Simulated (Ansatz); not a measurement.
# Magnon dispersion of ferromagnetically ordered LuVO3 (Pnma) from PBEsol+U exchange couplings at constrained moments

A magnetic insulator can carry a spin signal without moving charge, and the magnon dispersion sets the frequencies available to such a device. For LuVO3 I ask how the magnon energies run through the zone when all vanadium moments are parallel, and which V–V couplings fix them. The energies are excitation energies above that ferromagnetic state, obtained by linear spin-wave theory from PBEsol+U couplings. The measured order is antiferromagnetic of G type, whereas these couplings themselves favour parallel moments. The spectrum therefore belongs to the calculated state, and I do not read it as a prediction for neutron scattering on the real crystal.

## Calculations

One crystal, LuVO3 (orthorhombic perovskite, Pnma), in the lowest of the collinear states that were tried (20 atom(s), 4 counted as magnetic, largest moment 1.54 muB), from cells of the Materials Project database (relaxed there by DFT; measured order: antiferro G-type (arxiv:1503.07081)). Ansatz 0.2.0, plane waves with its default PAW datasets, cutoff 420 eV, collinear spins without spin-orbit coupling, Fermi-Dirac smearing of 0.1 eV. The k mesh is 6×4×6 and the sums for the couplings run over 6×6×6. Functional: PBEsol, Dudarev U (eV) V 3.2. The couplings are taken at constrained moments: the directions are held and the rest of the density and field relaxes in linear response. A second set comes from the magnetic force theorem at rigid moments: each moment turns with its exchange field frozen. The strongest shells of the first set are V–V pairs at 3.86 Å, 4 neighbours, J = 2.14 meV; V–V pairs at 3.80 Å, 2 neighbours, J = 1.87 meV; V–V pairs at 5.41 Å, 8 neighbours, J = 0.0622 meV. Adiabatic magnon energies follow from all couplings by linear spin-wave theory along a path through the zone of the magnetic cell. The rows are a selection of 22 of the 67 points on this stretch of the path, with its corners; over all 67 points the lowest branch of the first set reaches 25.6 meV and the highest 49 meV. By the count of bands on its mesh the state is insulating, with a gap of 1.60 eV.

Notes on method and selection:

- J is defined by E = -sum over ordered pairs (each pair twice) of J e_i.e_j with unit vectors e, a classical Heisenberg model without biquadratic or multi-spin terms, so J > 0 favours parallel moments and the moment's size is inside J.
- Without spin-orbit coupling there is no anisotropy, so the lowest branch goes to zero at the ordering wavevectors; damping and quantum corrections are left out.
- Couplings at rigid moments can miss in size and sometimes in sign.
- The state is the lowest of a few collinear starts and need not be the true ground state; spin-orbit coupling is left out.
- Ansatz's own search for a lower self-consistent state was switched off in some of these runs and left at its default in others, so a run without it may rest in a state that is not the lowest for its pattern of moments.
- Runs whose couplings were flagged as in doubt, moved by over 30 per cent with the upper empty bands, lost their pattern of moments or rest on unlike orbital states are not listed.
- Runs that did not converge, have known faults or may not be shown are not listed, and runs on Ansatz's PAW sets soft_1 and soft_2 are kept to separate tables.

Columns:

- path length (1/Å): length along the path from its start.
- q: wavevector in fractions of the magnetic cell's reciprocal vectors.
- lowest, constrained (meV): energy of the lowest magnon branch, constrained couplings.
- highest, constrained (meV): energy of the highest of the 4 branches, constrained couplings.
- lowest, rigid (meV): energy of the lowest magnon branch, rigid couplings.

Input lines of one member:

```
magnetization:
  spin_polarized: true
kpoints:
  mp_grid: { grid: [6, 4, 6] }
  band_path:
    path:
      - [0.0, 0.0, 0.0]
      - [0.5, 0.0, 0.0]
      - [0.5, 0.5, 0.0]
      - [0.0, 0.0, 0.0]
      - [0.0, 0.0, 0.5]
      - [0.5, 0.5, 0.5]
      - [0.0, 0.5, 0.0]
    npoints: 11
hamiltonian:
  xc: pbesol
  hubbard:
    sites: [{ species: V, l: d, u_eff: 3.2, starting_ns: occupation_matrices }]
    projectors: ortho-atomic
scf:
  occupations: { method: fermi_dirac, width: 0.1 }
  lower_state_search: "off"
output:
  write_bands: true
  eigenstates:
    nscf_kmesh: { grid: [6, 6, 6] }
    top_band: c168
    exchange_couplings: { magnetic: [{ species: V }] }
```

Command (options for logging and memory left out): `ansatz run input.yaml`

## Computed values

```
member     path length (1/Å)  q                    lowest, constrained (meV)  highest, constrained (meV)  lowest, rigid (meV)  remark
0.000 1/Å  0.000              (0, 0, 0)            0.0                        49.0                        0.0                  corner of the path
0.202 1/Å  0.202              (0.182, 0, 0)        2.8                        46.4                        2.3
0.404 1/Å  0.404              (0.364, 0, 0)        10.3                       39.5                        8.9
0.555 1/Å  0.555              (0.5, 0, 0)          17.8                       32.8                        15.7                 corner of the path
0.593 1/Å  0.593              (0.5, 0.045, 0)      17.9                       32.8                        15.8
0.743 1/Å  0.743              (0.5, 0.227, 0)      19.8                       31.1                        17.4
0.894 1/Å  0.894              (0.5, 0.409, 0)      23.5                       27.7                        20.7
0.969 1/Å  0.969              (0.5, 0.5, 0)        25.6                       25.6                        22.7                 corner of the path
1.095 1/Å  1.095              (0.409, 0.409, 0)    18.6                       32.5                        16.2
1.347 1/Å  1.347              (0.227, 0.227, 0)    6.4                        43.6                        5.5
1.598 1/Å  1.598              (0.045, 0.045, 0)    0.3                        48.8                        0.2
1.661 1/Å  1.661              (0, 0, 0)            0.0                        49.0                        0.0                  corner of the path
1.825 1/Å  1.825              (0, 0, 0.136)        1.7                        47.7                        1.5
2.043 1/Å  2.043              (0, 0, 0.318)        8.6                        42.2                        7.5
2.261 1/Å  2.261              (0, 0, 0.5)          18.5                       33.7                        16.5                 corner of the path
2.512 1/Å  2.512              (0.182, 0.182, 0.5)  19.4                       32.1                        17.4
2.764 1/Å  2.764              (0.364, 0.364, 0.5)  21.9                       28.2                        19.9
2.953 1/Å  2.953              (0.5, 0.5, 0.5)      24.9                       24.9                        22.6                 corner of the path
3.027 1/Å  3.027              (0.454, 0.5, 0.454)  ?                          ?                           ?
3.324 1/Å  3.324              (0.273, 0.5, 0.273)  18.2                       33.0                        16.2
3.621 1/Å  3.621              (0.091, 0.5, 0.091)  10.1                       41.6                        8.9
3.770 1/Å  3.770              (0, 0.5, 0)          8.7                        43.0                        7.7                  corner of the path
```

Cells marked ? are withheld until the estimate has been made.

## Mechanism

The lowest branch rises from zero at the zone centre to 17.8 meV at (0.5, 0, 0) and 18.5 meV at (0, 0, 0.5), but only to 8.7 meV at (0, 0.5, 0). The ratio 17.8 / 8.7 = 2.05 comes mainly from counting bonds. Each V has four neighbours in the plane normal to the long axis $b$ and two along $b$, which gives 4 × 2.14 = 8.56 meV against 2 × 1.87 = 3.74 meV.

With $J_1$, $J_2$, $J_3$ for the three listed shells and $q=(h,k,l)$, the lowest branch is approximately

$$\hbar\omega = P\,[4J_1(1-\cos\pi h\cos\pi l)+2J_2(1-\cos\pi k)+8J_3(1-\cos\pi h\cos\pi k\cos\pi l)].$$

At the zone centre the highest branch has every nearest neighbour out of phase, while the third shell stays in phase. This fixes the prefactor: $P$ = 49.0 / (2 × (8.56 + 3.74)) = 1.99. Spin-wave theory gives $P=4/M$, with $M$ the whole spin moment per V in Bohr magnetons, so the value corresponds to the two unpaired electrons of V$^{3+}$ rather than to the smaller 1.54 muB counted on the V site itself.

The formula then gives 1.99 × (8.56 + 3.74 + 0.50) = 25.5 meV at (0.5, 0.5, 0), where the table has 25.6 meV. It gives the same 25.5 meV at (0.5, 0.5, 0.5), where the table has 24.9 meV; that difference must come from the weaker couplings beyond these three shells.

The rigid-moment couplings give the same shape at lower energy. At (0.5, 0, 0) the constrained result is higher by a factor 17.8 / 15.7 = 1.13, so letting the density respond strengthens the effective exchange here.

The parallel alignment may stem from alternating occupied $t_{2g}$ orbitals on neighbouring V, which favour it through Hund's coupling, but the columns contain no orbital occupations.

## An estimate before looking

Plain estimates from the members shown:

- 3.027 1/Å, straight-line interpolation between 2.953 1/Å and 3.324 1/Å: w = (3.027 − 2.953) / (3.324 − 2.953) = 0.199, so 24.9 + 0.199 × (18.2 − 24.9) = 23.6 meV

The withheld point lies close to the corner (0.5, 0.5, 0.5), on the line $(h, 0.5, h)$. The straight-line estimate of 23.6 meV assumes a constant slope from that corner, but the nearest-neighbour formula makes the branch flat there. With $k=0.5$ the terms in $\cos\pi k$ drop out, and the energy varies as $\cos^2\pi h$. I therefore keep this shape and take its two constants from the corners of the line:

$$\hbar\omega(h) = 24.9 - (24.9-8.7)\cos^2\pi h\ \text{meV}.$$

Two shown points on the same line test it. At $h$ = 0.273, where the squared cosine is about 0.43, it gives about 18 meV against 18.2 meV in the table. At $h$ = 0.091, where it is about 0.92, the formula gives 24.9 − 16.2 × 0.92 = 10.0 meV against 10.1 meV.

At $h$ = 0.454 the squared cosine is only about 0.021, so the estimate is 24.9 − 16.2 × 0.021 = 24.6 meV.

The two test misses are 0.2 and 0.1 meV, both at points farther from the corner (0.5, 0.5, 0.5). The formula is tied to the table at the corner, so its miss should be smaller this close to it. I take 0.1 meV as one standard deviation, which also covers the rounding of the corner values.

**Committed estimate, 3.027 1/Å: lowest, constrained = 24.6 ± 0.1 meV.**

## The withheld result

```
member     path length (1/Å)  q                    lowest, constrained (meV)  highest, constrained (meV)  lowest, rigid (meV)
3.027 1/Å  3.027              (0.454, 0.5, 0.454)  24.6                       25.2                        22.3
```

```
member     estimate       lowest, constrained (meV)  computed  estimate − computed  miss in error bars
3.027 1/Å  committed      24.6                       24.6      0.0                  0.0
3.027 1/Å  interpolation  23.6                       24.6      −1.0
```

The estimate of 24.6 ± 0.1 meV agrees with the computed 24.6 meV to the printed digit. The straight line gave 23.6 meV, 1.0 meV too low, because it assumed a constant slope where the branch leaves the corner almost flat.

The $\cos^2\pi h$ shape held, and so did the choice to take its constants from the two corners of the line. With the three listed couplings alone, the formula would have given 25.5 − 1.99 × 8.56 × 0.021 = 25.1 meV, which is 0.5 meV too high. The result therefore fits the nearest-neighbour form along this line but does not single it out, since couplings between V atoms one lattice vector apart along $a$ or $c$ would give the same $\cos^2\pi h$ shape. The energy at the corner also needs the weaker couplings.

The highest branch lies at 25.2 meV, only 0.6 meV above the lowest. This fits the same picture, in which the coupling between the V sublattices fades towards the corner and the branches merge.

## Residuals

No row lies far from the three-shell formula: its largest miss on the lowest branch is about 0.6 meV. The clearest departures are at (0.5, 0.5, 0.5), where the formula gives 25.5 meV against 24.9 meV, and at (0, 0, 0.5), where it gives 1.99 × (8.56 + 0.50) = 18.0 meV against 18.5 meV. The withheld point and (0.364, 0.364, 0.5) are also overestimated by about 0.5 meV, as neighbours of the first corner.

The cause at that corner can be narrowed down. At (0.5, 0.5, 0) and at (0.5, 0.5, 0.5) the lowest and highest branches coincide, so the couplings between different V sublattices cancel at both. The remaining difference, 25.6 − 24.9 = 0.7 meV, must come from weak couplings between V atoms of the same sublattice, which are separated by whole lattice vectors and are absent from the three-shell formula.

## Conclusions

For this ferromagnetic state, three couplings reproduce the lowest branch at every listed wavevector to about 0.6 meV. On the line $(h, 0.5, h)$, fixing the two corners brings the miss down to 0.2 meV or less.

In units of practice, with 1 meV equal to about 0.24 THz, the lowest branch at (0, 0.5, 0) corresponds to 8.7 × 0.24 = 2.1 THz, and the top of the spectrum at the zone centre to about 12 THz.

These small misses describe the fit to the calculated couplings and say nothing about the real crystal. Its measured G-type order has antiparallel nearest neighbours, opposite to what both leading couplings favour, and other choices of U or functional change the coupling strength markedly. Spin-orbit coupling, left out here, would add anisotropy and normally open a gap at the zone centre, which matters most for the lowest frequencies.

[Logs are printed without paths, hosts, clocks, repeated set-up lines and the standing remarks that a program may print on its own settings, such as how far it seeks lower states.]
